**Question.** Start from Be, $1s^22s^2\,{}^1S$ (nonrelativistic, fixed nucleus, $E_{\rm corr}=E-E_{\rm RHF}$, hartree). Predict the sign and size of the response of the term of $E_{\rm corr}$ linear in $Z$ when (a) Be becomes F$^{5+}$, (b) a $2p$ electron is added, (c) the $1s^2$ core is removed, (d) the state becomes $1s^22s2p\,{}^3P$.

**Reference case.** Scaling $r\to r/Z$ gives $E=E_0Z^2+E_1Z+O(1)$ with hydrogenic zeroth-order orbitals. $2s^2$ and $2p^2\,{}^1S$ share $E_0$, so $E_1$ is an eigenvalue of $\sum_{i<j} 1/r_{ij}$ in that space. RHF keeps the diagonal element, since orbital relaxation enters at $Z^0$.

Slater integrals in units of $Z$: $F^0_{1s1s}=5/8$, $F^0_{1s2s}=17/81$, $G^0_{1s2s}=16/729$, $F^0_{1s2p}=59/243$, $G^1_{1s2p}=112/2187$. Within $n=2$, in units of $Z/512$: $F^0_{ss}=77$, $F^0_{sp}=83$, $F^0_{pp}=93$, $G^1_{sp}=F^2_{pp}=45$. The repulsion of one outer electron by the core is $u_s=2F^0_{1s2s}-G^0_{1s2s}=0.39781$ or $u_p=2F^0_{1s2p}-G^1_{1s2p}/3=0.46853$. Then

$$H_{aa}=\tfrac58+2u_s+F^0_{ss}=1.57100,\qquad H_{bb}=\tfrac58+2u_p+F^0_{pp}+\tfrac25F^2_{pp}=1.77885 .$$

With real orbitals each pair jump $2s^2\to2p_i^2$ has the element $K=G^1_{sp}/3$. For $b=(p_x^2+p_y^2+p_z^2)/\sqrt3$ this gives $V=\sqrt3K=0.05074$. With $\Delta=H_{bb}-H_{aa}=0.20785$,

$$\delta=\sqrt{\Delta^2/4+V^2}-\Delta/2,\qquad E_{\rm corr}=-\delta Z+O(1),\qquad c_b=-\frac{\delta}{\sqrt{\delta^2+V^2}} ,$$

so $\delta=0.01173$, $E_1=1.55927$, $c_b=-0.225$. The weak-coupling guide $\delta<V^2/\Delta=0.01239$ serves for reasoning.

**(a) Larger $Z$.** *Reasoning:* $V$ and $\Delta$ both scale as $Z$, so $c_b$ is fixed at leading order and the lowering grows in proportion to $Z$. *Calculation:* the model's linear term is $-47$ m$E_h$ at $Z=4$ and changes by $-5\delta=-59$ m$E_h$ on going to $Z=9$. The constant term cancels in this difference, the $1/Z$ terms do not.

**(b) Added $2p_z$ electron.** *Reasoning:* the Pauli principle blocks the jump into $p_z^2$, so $V^2$ falls to $2/3$. The added electron should also widen the gap, so $\delta$ should drop below about $2/3$ of its value. *Calculation:* the partner is $(p_x^2+p_y^2)p_z/\sqrt2=2p^3\,{}^2P$, with $V=\sqrt2K$.

$$H_{aa}=1.57100+u_p+2F^0_{sp}-\tfrac13G^1_{sp}=2.33445,\qquad H_{bb}=\tfrac58+3u_p+3F^0_{pp}=2.57550 .$$

**(c) No core** (doubly excited two-electron ion, general $Z$, measured from the single configuration $2s^2$). *Reasoning:* the core repels $2p$ more than the penetrating $2s$ and supplies $2(u_p-u_s)=0.14144$ of the gap. Removing it leaves $V$ unchanged and makes $\Delta$ comparable with $V$. The lowering grows strongly, but stays below $V^2/\Delta=0.03878$. *Calculation:* $\Delta=34/512$, $V^2=675/512^2$, $\delta=(\sqrt{964}-17)/512$. The state autoionises, with shift and width of order $Z^0$.

| case | $\Delta$ | $V$ | $\delta$ | $c_b$ | $\delta/\delta_{\rm Be}$ |
|---|---|---|---|---|---|
| Be-like | 0.20785 | 0.05074 | 0.01173 | −0.225 | 1 |
| (b) | 0.24105 | 0.04143 | 0.00692 | −0.165 | 0.59 |
| (c) | 0.06641 | 0.05074 | 0.02744 | −0.476 | 2.34 |

**(d) Triplet state.** *Reasoning:* $1s^22s2p$ is the only odd-parity configuration of the degenerate set, and it holds ${}^3P$ once. There is no partner, so $\delta=0$. Only the ground state is lowered at order $Z$, and correlation raises the excitation energy by $0.01173Z$. *Calculation:* $E_1({}^3P)=\tfrac58+u_s+u_p+F^0_{sp}-\tfrac13G^1_{sp}=1.62414$. The linear coefficient of the ${}^1S\to{}^3P$ energy rises from $0.05314$ (RHF) to $0.06487$, by 22 %.

**Range of validity.** The coefficients of $Z$ are exact, and (b)–(d) are statements about slopes along isoelectronic series. At small $Z$ the neglected terms rival them. The correlation energy of Be is typically quoted near $-94$ m$E_h$, so the model's $-47$ m$E_h$ is only about half of it, with a remainder of the same size, and the typical change from Be to F$^{5+}$ is steeper than the model's by roughly a quarter.